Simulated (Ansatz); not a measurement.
Cd2O: energy above lowest point and pressure against volume per atom

Results calculated with Ansatz 0.2.0 development build, not measured. Equation of state of a cubic crystal from periodic Kohn-Sham density functional theory without spin; pressure corrected for the finite basis.

Cell of the first row (space group Fm-3m, No. 225):
```
Cd2O
1.0
      0.0000     2.9220     2.9220
      2.9220     0.0000     2.9220
      2.9220     2.9220     0.0000
Cd O
2 1
Direct
  0.25000 0.25000 0.25000
  0.75000 0.75000 0.75000
  0.00000 0.00000 0.00000
```

Settings of every row: formula Cd2O; structure type antifluorite; functional PBE; spin treatment none; k mesh 32x32x32; occupation method fermi-dirac; occupation width 0.061225619 eV; wave cutoff 420 eV; datasets soft-1 PAW; density cutoff ratio 4.

Limits: a cubic model structure, not a phase known at ambient conditions.

```
row  volume per atom (Å³)  energy above lowest point (meV/atom)  pressure (GPa)
  1                16.633                                 16.65           5.351
  2                16.987                                     ?               ?
  3                 17.34                                   1.7           1.571
  4                17.694                                     0          -0.003
  5                18.048                                  1.58          -1.398
  6                18.402                                  6.06          -2.634
  7                18.756                                 13.11          -3.727
```

Question: what energy above lowest point and pressure should row 2 give?

Worked fit of energy above lowest point. Take u = (V_r/V)^(2/3) − 1 with V_r = 17.871 Å³ an atom, which is twice the finite (Eulerian) strain; such expansions in the strain, on which the Birch-Murnaghan equation of state is built, carry the rest volume and the bulk modulus. The shown rows have u = 0.04902, 0.02031, 0.00666, -0.00655, -0.01933, -0.03171. Least squares give energy above lowest point = 0.405 − 120.73 × u + 8983.4 × u² + 4894 × u³ meV/atom; a parabola predicts inner rows, each left out in turn, worse (root mean square 0.097 against 0.0011 meV/atom). All shown rows lie on it to the printed digit. Its lowest point lies at u = 0.0067, or V = 17.69 Å³ an atom, and the curvature there gives the bulk modulus at fixed shape and fractions, B = (4/9)(1 + u)² E″(u)/V = 74.1 GPa. The withheld row has u = 0.0344, so the fit gives 0.405 − 120.73 × (0.0344) + 8983.4 × (0.0344)² + 4894 × (0.0344)³ = 7.08 meV/atom.

The calculation gave 7.09 meV/atom. The fit lies 0.01 meV/atom (0.06 % of the column's range) below it, one unit of the last digit.

Worked fit of pressure. Take u = (V_r/V)^(2/3) − 1 with V_r = 17.871 Å³ an atom, which is twice the finite (Eulerian) strain; such expansions in the strain, on which the Birch-Murnaghan equation of state is built, carry the rest volume and the bulk modulus. The shown rows have u = 0.04902, 0.02031, 0.00666, -0.00655, -0.01933, -0.03171. Least squares give pressure = −0.722 + 105.562 × u + 353.48 × u² + 415.4 × u³ GPa; a parabola predicts inner rows, each left out in turn, worse (root mean square 0.0083 against 0.00081 GPa). The rows lie off it by 0.000, 0.000, 0.000, 0.000, -0.001, 0.000. The pressure vanishes at u = 0.0067, or V = 17.69 Å³ an atom, and there the bulk modulus at fixed shape and fractions is B = −V dP/dV = (2/3)(1 + u) dP/du = 74.1 GPa. The withheld row has u = 0.0344, so the fit gives −0.722 + 105.562 × (0.0344) + 353.48 × (0.0344)² + 415.4 × (0.0344)³ = 3.345 GPa.

The calculation gave 3.348 GPa. The fit lies 0.003 GPa (0.033 % of the column's range) below it; its largest miss of a shown row is 0.001 GPa.
